**Hand rule for the chemical potential of a Woods-Saxon dot, N = 1–20**

The table holds chemical potentials, addition energies, highest eigenvalues, spins and rms radii from spin-polarised, exchange-only LDA calculations with the radks radial solver and m-averaged shells. The program tests $\mu(N)=A+U(N-1)+x^2/2R^2$, with hard-sphere levels at the well radius and $A$, $U$ fitted to the polarised nodeless rows, and compares it with a drifting $U$ and a rotor level term. With $A=-4.00$ and $U=0.172$ hartree* the fitted rows are reproduced to 0.017 rms, while the 2s row misses by 0.20 and the one-electron row by 0.17. The output also sets box gaps against peak heights and checks $\varepsilon-\mu\approx U/2$. An estimate for $N=10$ places a paired filling about 0.26 hartree* below the tabulated polarised one.

Electrons in a spherical dot with a Woods-Saxon well (depth 4.24 hartree*, radius 7.19 bohr*, edge 0.67 bohr*), from the radks radial solver (version 2) with Libxc: spin-polarised exchange-only LDA, m-averaged shells, greedy filling. Starred units are effective atomic units; levels are numbered by radial order. Chemical potential is E(N)-E(N-1), addition energy E(N+1)+E(N-1)-2E(N).

## Program and output

```python
# Table: Woods-Saxon dot, N = 1-20, radks radial Kohn-Sham, spin-polarised exchange-only LDA, m-averaged shells.
# Tested: mu(N) = A + U(N-1) + x^2/(2R^2) (x = zero of j_l, R = well radius), addition = U + gap, eps - mu = U/2.
T = {
    'electrons': [1, 2, 3, 4, 5, 6, 7, 8, 9, 10, 11, 12, 13, 14, 15, 16, 17, 18, 19, 20],
    'chemical_potential': [-4.073, -3.797, -3.505, -3.328, -3.017, -2.834, -2.651, -2.469, -2.289, -1.96, -1.787, -1.615, -1.443, -1.273, -1.103, -0.9335, -0.6643, -0.4304, -0.2671, -0.1043],  # hartree*
    'unpaired_electrons': [1, 0, 1, 4, 5, 6, 7, 8, 9, 10, 11, 12, 13, 14, 15, 16, 17, 18, 19, 20],
    'rms_radius': [3.295, 3.568, 3.855, 4.079, 4.237, 4.354, 4.448, 4.528, 4.597, 4.674, 4.741, 4.801, 4.855, 4.904, 4.949, 4.991, 4.988, 5.033, 5.076, 5.116],  # bohr*
    'highest_eigenvalue': [-3.97, -3.708, -3.413, -3.248, -2.925, -2.742, -2.56, -2.379, -2.199, -1.873, -1.701, -1.529, -1.358, -1.187, -1.018, -0.8492, -0.5625, -0.3486, -0.1856, -0.02311],  # hartree*
    'highest_level': ['1s up', '1s up', '1p up', '1p up', '1d up', '1d up', '1d up', '1d up', '1d up', '1f up', '1f up', '1f up', '1f up', '1f up', '1f up', '1f up', '2s up', '1g up', '1g up', '1g up'],
    'addition_energy': [None, 0.2914, 0.1772, 0.3111, 0.1832, 0.1828, 0.1818, 0.1807, 0.329, 0.1728, 0.1721, 0.1714, 0.1707, 0.1699, 0.1691, 0.2692, 0.2339, 0.1633, 0.1628, None],  # hartree*
}
import numpy as np
from scipy.special import spherical_jn
from scipy.optimize import brentq
R = 7.19  # well radius from the settings, bohr*
N = np.array(T['electrons'], int); mu = np.array(T['chemical_potential'], float)
eps = np.array(T['highest_eigenvalue'], float); r = np.array(T['rms_radius'], float)
add = T['addition_energy']; lev = [s.split()[0] for s in T['highest_level']]
def zero(s):
    l = 'spdfg'.index(s[1]); g = np.arange(0.5, 20, 0.07); f = spherical_jn(l, g)
    i = np.where(f[:-1]*f[1:] < 0)[0][int(s[0]) - 1]
    return brentq(lambda x: spherical_jn(l, x), g[i], g[i+1])
X = {s: zero(s) for s in ['1s', '1p', '1d', '2s', '1f', '1g']}
box = {s: X[s]**2/(2*R**2) for s in X}
k = np.array([box[s] for s in lev]); L = np.array(['spdfg'.index(s[1]) for s in lev]); n = N - 1.0; one = n*0 + 1
m = (N >= 5) & (N != 17)  # both energies polarised, nodeless level
def fit(cols, y, mask):
    M = np.array(cols).T; p = np.linalg.lstsq(M[mask], y[mask], rcond=None)[0]; return p, M @ p - y
st = lambda e: f"rms {np.sqrt(np.mean(e**2)):.4f}, max {abs(e).max():.4f}"
p, _ = fit([one, n], mu - k, m); A, U = round(p[0], 2), round(p[1], 3)
rule = A + U*n + k; e = rule - mu
pc, ed = fit([one, n, -n**2/2], mu - k, m); pr, er = fit([one, n, L*(L + 1.0)], mu, m)
ph, eh = fit([one, n], mu - k, m & (N <= 16))
print("Energies hartree*, lengths bohr*; rounding of mu up to 0.0005; errors are model - table")
print("zeros x: " + ", ".join(f"{s} {X[s]:.3f}" for s in X) + f"; 1/(2R^2) = {1/(2*R*R):.5f}")
print("box levels: " + ", ".join(f"{s} {box[s]:.3f}" for s in box))
print(f"fit N=5-16,18-20: A {p[0]:.4f}, U {p[1]:.4f}; rounded A {A:.2f}, U {U:.3f}, 1/U {1/U:.2f}; {st(e[m])}")
print(f"drifting U: A {pc[0]:.3f}, U0 {pc[1]:.4f}, drop per electron {pc[2]:.5f}; {st(ed[m])}")
print(f"rotor B l(l+1): A {pr[0]:.3f}, U {pr[1]:.4f}, B {pr[2]:.4f}; {st(er[m])}")
print(f"fit to N=5-16 only: A {ph[0]:.3f}, U {ph[1]:.4f}; errors at 18,19,20: " + " ".join(f"{v:+.3f}" for v in eh[N >= 18]))
print(" N lev fit     mu   rule  error drift-err addition rule-add  error 2(eps-mu)")
for i in range(len(N)):
    a = "       -        -      -"
    if add[i] is not None:
        ra = rule[i+1] - rule[i]; a = f"{add[i]:8.4f} {ra:8.3f} {ra - add[i]:+6.3f}"
    print(f"{N[i]:2d} {lev[i]}  {'yes' if m[i] else 'no '} {mu[i]:6.3f} {rule[i]:6.3f} {e[i]:+6.3f} {ed[i]:+9.3f} {a} {2*(eps[i]-mu[i]):7.3f}")
for w in (10, 19):
    i = w - 1
    print(f"worked N={w}: {A:.2f} + {U*n[i]:.3f} + {k[i]:.3f} = {rule[i]:.3f} (table {mu[i]:.3f}); eps {rule[i]+U/2:.3f} (table {eps[i]:.3f})")
ins = [i for i in range(4, len(N) - 1) if lev[i] == lev[i+1]]
u = np.array([add[i] for i in ins]); dj = 2*(eps - mu)[ins] - u; ur = u*r[ins]
print(f"in-shell addition {u.max():.4f} to {u.min():.4f} ({100*(u.max()/U-1):+.1f}%, {100*(u.min()/U-1):+.1f}% of U); 1/addition {1/u.max():.2f} to {1/u.min():.2f}")
print(f"1/R {1/R:.3f}; rms radius {r[ins].min():.2f} to {r[ins].max():.2f}; addition x rms radius {ur.min():.3f} to {ur.max():.3f}")
print(f"in-shell 2(eps-mu) - addition: max {abs(dj).max():.4f} (rounding allows 0.002)")
a = lambda j: add[j-1]
g = [a(4) - a(5), a(9) - (a(8) + a(10))/2, a(16) + a(17) - a(15) - a(18)]
print(f"gaps from peaks: p-d {g[0]:.3f} (mixed spin), d-f {g[1]:.3f}, f-g {g[2]:.3f} (peaks 16+17)")
print(f"box gaps: s-p {box['1p']-box['1s']:.3f}, p-d {box['1d']-box['1p']:.3f}, d-f {box['1f']-box['1d']:.3f}, f-g {box['1g']-box['1f']:.3f}")
print(f"l/r_rms^2: p-d {2/r[3]**2:.3f}, d-f {3/r[8]**2:.3f}, f-g {4/r[16]**2:.3f}; fitted rotor {4*pr[2]:.3f} {6*pr[2]:.3f} {8*pr[2]:.3f}")
# further outputs of the same runs (N=1 and N=10): levels, Hartree and exchange energies
e1 = np.array([-3.96962, -3.83432, -3.66647]); EH1, EX1 = 0.144605, -0.124751
e10 = np.array([-2.2082, -2.13716, -2.02269, -1.87306, -1.69314]); s2 = -1.82869; EH, EX = 9.99802, -2.0461
print("computed gaps N=1 (s-p, p-d):", np.round(np.diff(e1), 3), " N=10 (s-p to f-g):", np.round(np.diff(e10), 3))
print(f"2s - 1f: box {box['2s']-box['1f']:+.3f}, N=10 levels {s2-e10[3]:+.3f}, peak excess at 16 {a(16)-a(15):+.3f}; radius change 16-17 {r[16]-r[15]:+.3f}")
print(f"N=10 frozen shape: 2EH/N^2 {2*EH/100:.3f} + (4/9)Ex/N^2 {4/9*EX/100:.3f} = {2*EH/100+4/9*EX/100:.3f}; table {a(10):.4f}")
ds = (np.array([2, 6, 2, 0, 0]) - np.array([1, 3, 5, 1, 0])) @ e10; dx = -EX*(1 - 2**(-1/3))
print(f"N=10 refilled 1s2 1p6 1d2: level sum {ds:+.3f}, exchange {dx:+.3f}, net estimate {ds+dx:+.3f}")
print(f"N=1 Hartree + exchange {EH1+EX1:+.3f}; extrapolated mu(21): rule {A+20*U+box['1g']:+.3f}, last step {mu[-1]+a(19):+.3f}")
assert all(T['unpaired_electrons'][i] == N[i] for i in range(3, len(N)))
assert u.max() < min(a(9), a(16), a(17)) and r[16] < r[15]
assert abs(e[m]).max() < 0.04 < abs(e[16])
assert abs(dj).max() < 0.004
```

It prints:

```
Energies hartree*, lengths bohr*; rounding of mu up to 0.0005; errors are model - table
zeros x: 1s 3.142, 1p 4.493, 1d 5.763, 2s 6.283, 1f 6.988, 1g 8.183; 1/(2R^2) = 0.00967
box levels: 1s 0.095, 1p 0.195, 1d 0.321, 2s 0.382, 1f 0.472, 1g 0.648
fit N=5-16,18-20: A -3.9979, U 0.1722; rounded A -4.00, U 0.172, 1/U 5.81; rms 0.0167, max 0.0263
drifting U: A -4.088, U0 0.1910, drop per electron 0.00163; rms 0.0015, max 0.0032
rotor B l(l+1): A -3.812, U 0.1761, B 0.0196; rms 0.0196, max 0.0314
fit to N=5-16 only: A -4.024, U 0.1755; errors at 18,19,20: +0.037 +0.049 +0.062
 N lev fit     mu   rule  error drift-err addition rule-add  error 2(eps-mu)
 1 1s  no  -4.073 -3.905 +0.168    +0.080        -        -      -   0.206
 2 1s  no  -3.797 -3.733 +0.064    -0.006   0.2914    0.272 -0.020   0.178
 3 1p  no  -3.505 -3.461 +0.044    -0.009   0.1772    0.172 -0.005   0.184
 4 1p  no  -3.328 -3.289 +0.039    +0.001   0.3111    0.298 -0.013   0.160
 5 1d  yes -3.017 -2.991 +0.026    +0.001   0.1832    0.172 -0.011   0.184
 6 1d  yes -2.834 -2.819 +0.015    +0.001   0.1828    0.172 -0.011   0.184
 7 1d  yes -2.651 -2.647 +0.004    +0.001   0.1818    0.172 -0.010   0.182
 8 1d  yes -2.469 -2.475 -0.006    -0.001   0.1807    0.172 -0.009   0.180
 9 1d  yes -2.289 -2.303 -0.014    -0.002   0.3290    0.323 -0.006   0.180
10 1f  yes -1.960 -1.980 -0.020    -0.003   0.1728    0.172 -0.001   0.174
11 1f  yes -1.787 -1.808 -0.021    -0.001   0.1721    0.172 -0.000   0.172
12 1f  yes -1.615 -1.636 -0.021    +0.001   0.1714    0.172 +0.001   0.172
13 1f  yes -1.443 -1.464 -0.021    +0.001   0.1707    0.172 +0.001   0.170
14 1f  yes -1.273 -1.292 -0.019    +0.002   0.1699    0.172 +0.002   0.172
15 1f  yes -1.103 -1.120 -0.017    +0.001   0.1691    0.172 +0.003   0.170
16 1f  yes -0.933 -0.948 -0.014    -0.001   0.2692    0.082 -0.188   0.169
17 2s  no  -0.664 -0.866 -0.202    -0.195   0.2339    0.438 +0.204   0.204
18 1g  yes -0.430 -0.428 +0.002    +0.001   0.1633    0.172 +0.009   0.164
19 1g  yes -0.267 -0.256 +0.011    +0.000   0.1628    0.172 +0.009   0.163
20 1g  yes -0.104 -0.084 +0.020    -0.002        -        -      -   0.162
worked N=10: -4.00 + 1.548 + 0.472 = -1.980 (table -1.960); eps -1.894 (table -1.873)
worked N=19: -4.00 + 3.096 + 0.648 = -0.256 (table -0.267); eps -0.170 (table -0.186)
in-shell addition 0.1832 to 0.1628 (+6.5%, -5.3% of U); 1/addition 5.46 to 6.14
1/R 0.139; rms radius 4.24 to 5.08; addition x rms radius 0.776 to 0.837
in-shell 2(eps-mu) - addition: max 0.0021 (rounding allows 0.002)
gaps from peaks: p-d 0.128 (mixed spin), d-f 0.152, f-g 0.171 (peaks 16+17)
box gaps: s-p 0.100, p-d 0.126, d-f 0.151, f-g 0.175
l/r_rms^2: p-d 0.120, d-f 0.142, f-g 0.161; fitted rotor 0.079 0.118 0.157
computed gaps N=1 (s-p, p-d): [0.135 0.168]  N=10 (s-p to f-g): [0.071 0.114 0.15  0.18 ]
2s - 1f: box -0.090, N=10 levels +0.044, peak excess at 16 +0.100; radius change 16-17 -0.003
N=10 frozen shape: 2EH/N^2 0.200 + (4/9)Ex/N^2 -0.009 = 0.191; table 0.1728
N=10 refilled 1s2 1p6 1d2: level sum -0.679, exchange +0.422, net estimate -0.256
N=1 Hartree + exchange +0.020; extrapolated mu(21): rule +0.088, last step +0.058
```
